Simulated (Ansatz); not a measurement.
# BiTe: the change of energy above given cell and pressure with volume ratio

Results calculated with Ansatz 0.2.0, not measured. Plane-wave density functional theory, PAW datasets, Gaussian smearing 0.05 eV: equation of state, the given cell scaled in volume with shape and atoms relaxed at each volume.

The cell before it is scaled or strained (space group P6_3/mmc, No. 194):
```
CELL_PARAMETERS angstrom
5.41190 0.00000 0.00000
-2.70600 4.68680 0.00000
0.00000 0.00000 6.34280
ATOMIC_POSITIONS crystal
Bi 0.66670 0.33330 0.06260
Bi 0.33330 0.66670 0.56260
Te 0.66670 0.33330 0.56260
Te 0.33330 0.66670 0.06260
```

Settings of every row: paw set soft_2; functional PBEsol; spin treatment none; moment partition spheres; spin axis none; wave cutoff 420 eV; k mesh 8x8x4; symmetry use detected.

Atom hubbard u: 0 on all atoms.

Limits: no spin-orbit coupling, which can matter with elements this heavy; the cell comes from a prototype or a list of computed structures and needn't be the stable phase.

```csv
row,volume ratio,V (Å³/atom),energy above given cell (meV per atom),pressure (GPa)
1,0.96,38.612,8.45,1.724
2,0.98,39.417,2.07,0.822
3,1,40.221,0,0.003
4,1.02,41.025,?,?
5,1.04,41.83,7.34,-1.398
```

Question: what energy above given cell and pressure should row 4 give?

Worked fit of energy above given cell. Take u = (V_r/V)^(2/3) − 1 with V_r = 39.819 Å³ an atom, which is twice the finite (Eulerian) strain; such expansions in the strain, on which the Birch-Murnaghan equation of state is built, carry the rest volume and the bulk modulus. The shown rows have u = 0.02073, 0.00679, -0.00667, -0.03231. Least squares give energy above given cell = 0.517 + 150.74 × u + 11199.3 × u² meV per atom; a straight line predicts inner rows, each left out in turn, worse (root mean square 4.9 against 0.026 meV per atom). The rows lie off it by 0.00, 0.01, -0.01, 0.00. Its lowest point lies at u = -0.0067, or V = 40.22 Å³ an atom, and the curvature there gives the bulk modulus with shape and atoms relaxed, B = (4/9)(1 + u)² E″(u)/V = 39.1 GPa. The withheld row has u = -0.0197, so the fit gives 0.517 + 150.74 × (-0.0197) + 11199.3 × (-0.0197)² = 1.89 meV per atom.

The calculation gave 1.89 meV per atom. The fit meets it to the printed digit.

Worked fit of pressure. Take u = (V_r/V)^(2/3) − 1 with V_r = 39.819 Å³ an atom, which is twice the finite (Eulerian) strain; such expansions in the strain, on which the Birch-Murnaghan equation of state is built, carry the rest volume and the bulk modulus. The shown rows have u = 0.02073, 0.00679, -0.00667, -0.03231. Least squares give pressure = 0.4018 + 60.642 × u + 152.67 × u² GPa; a straight line predicts inner rows, each left out in turn, worse (root mean square 0.067 against 0.0029 GPa). The rows lie off it by -0.001, 0.001, -0.001, 0.000. The pressure vanishes at u = -0.0067, or V = 40.22 Å³ an atom, and there the bulk modulus with shape and atoms relaxed is B = −V dP/dV = (2/3)(1 + u) dP/du = 38.8 GPa. The withheld row has u = -0.0197, so the fit gives 0.4018 + 60.642 × (-0.0197) + 152.67 × (-0.0197)² = -0.734 GPa.

The calculation gave -0.727 GPa. The fit lies 0.007 GPa (0.22 % of the column's range) below it; its largest miss of a shown row is 0.001 GPa.
